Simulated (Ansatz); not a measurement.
# BP at -12.5 GPa: from Born charge to LO–TO splitting and polaron coupling

Method: DFT LDA, scalar-relativistic, plane waves, PAW (Ansatz 0.2.0). Settings: 420 eV plane-wave cutoff, Γ-centred 10×10×10 mesh, fixed occupations. No spin polarisation. Phonons by linear response, acoustic sum rule imposed.

The cell is fixed (symmetry leaves no force on the atoms) and stands under -12.5 GPa:
```
B P
1.0
     0.00000    2.30850    2.30850
     2.30850    0.00000    2.30850
     2.30850    2.30850    0.00000
B P
1 1
Direct
  0.00000 0.00000 0.00000
  0.25000 0.25000 0.25000
```

The cell is the ideal cubic zincblende prototype.

Linear response gives ν_TO = 753.9 cm⁻¹, Born charges ±0.373 e (positive on P) and ε∞ = 9.242. The primitive cell holds 24.605 Å³, and the masses are 10.810 and 30.974 amu.

Question: Find ν_LO and the static dielectric constant.

Answer: The long-wave field adds a restoring force: ω_LO² − ω_TO² = Z*²e²/(ε_vac ε∞ μV). In these units ν_LO² − ν_TO² = 4.92064×10⁷ Z*²/(μ V ε∞) cm⁻², with μ = m₁m₂/(m₁ + m₂) = 8.013 amu: 3751 cm⁻². So ν_LO = √(753.9² + 3751) = 756.4 cm⁻¹, and the run gives 756.4. Lyddane–Sachs–Teller then gives ε0 = ε∞ (ν_LO/ν_TO)² = 9.30, against 9.30 in the run (it forms both from the same three quantities, so the match checks the arithmetic only). Between ν_TO and ν_LO the dielectric function is negative and an undamped crystal reflects fully: a reststrahlen band from 13.2 to 13.3 μm.

Question: What do the Clausius–Mossotti polarisability and the Szigeti charge come to?

Answer: With the Lorentz local field, α = (3V/4π)(ε∞ − 1)/(ε∞ + 2) = 4.31 Å³ for the pair, and e_S = 3Z*/(ε∞ + 2) = 0.10 e. The Born charge includes the electrons' response to the dipole's own local field, and e_S takes that enhancement out. The Lorentz field assumes point-like polarisable ions, a poor picture once ε∞ is this large, since the electron clouds then overlap or are shared, so both numbers are formal here.

Question: How strongly does a slow electron couple to the LO mode?

Answer: For one isotropic parabolic band, Fröhlich's constant is α_F = (1/ε∞ − 1/ε0) √(m* Ry/ħω_LO), with Ry = 13.606 eV, ħω_LO = 93.8 meV and m* in free-electron masses: α_F = 0.0007 × 12.05 × √m* = 0.01 √m*. The band mass isn't part of this run; for m* = 0.1, 0.3 and 1 it gives 0.00, 0.00, 0.01. In weak coupling the polaron lies α_F ħω_LO below the band edge (0 meV at m* = 0.3) with a mass m*(1 + α_F/6); past α_F of about 5 or 6 that expansion fails. A semilocal functional's ε∞ tends to be too large, which taken alone lowers α_F.

Cost: 1 run of about 2.3 core-minutes, on Intel Xeon Processor @ 2.50GHz (Skylake/Cascade Lake) (shared hosts).

BP emerges as a stiff, almost non-polar lattice: the LO mode, at 756.4 cm⁻¹, lies barely above the TO mode at 753.9 cm⁻¹. The high frequencies come from strong covalent sp³ bonds and the light boron atom, not from ionicity. The splitting is small because it grows with the square of a modest Born charge and is further screened by the easily polarised valence electrons. Nearly all of the static dielectric response is therefore electronic.

The positive charge on P runs against the usual electronegativity order, but a Born charge measures how polarisation changes as atoms move, not how much static charge they hold. The sign probably reflects bond charge drawn towards boron, whose compact 2p shell has no p core beneath it.

The same weak polarity makes Fröhlich coupling negligible for any ordinary band mass, so a large polaron bound by the LO field isn't expected. This doesn't imply weak electron–phonon scattering overall, since deformation-potential coupling to acoustic and optical modes needs no Born charge.
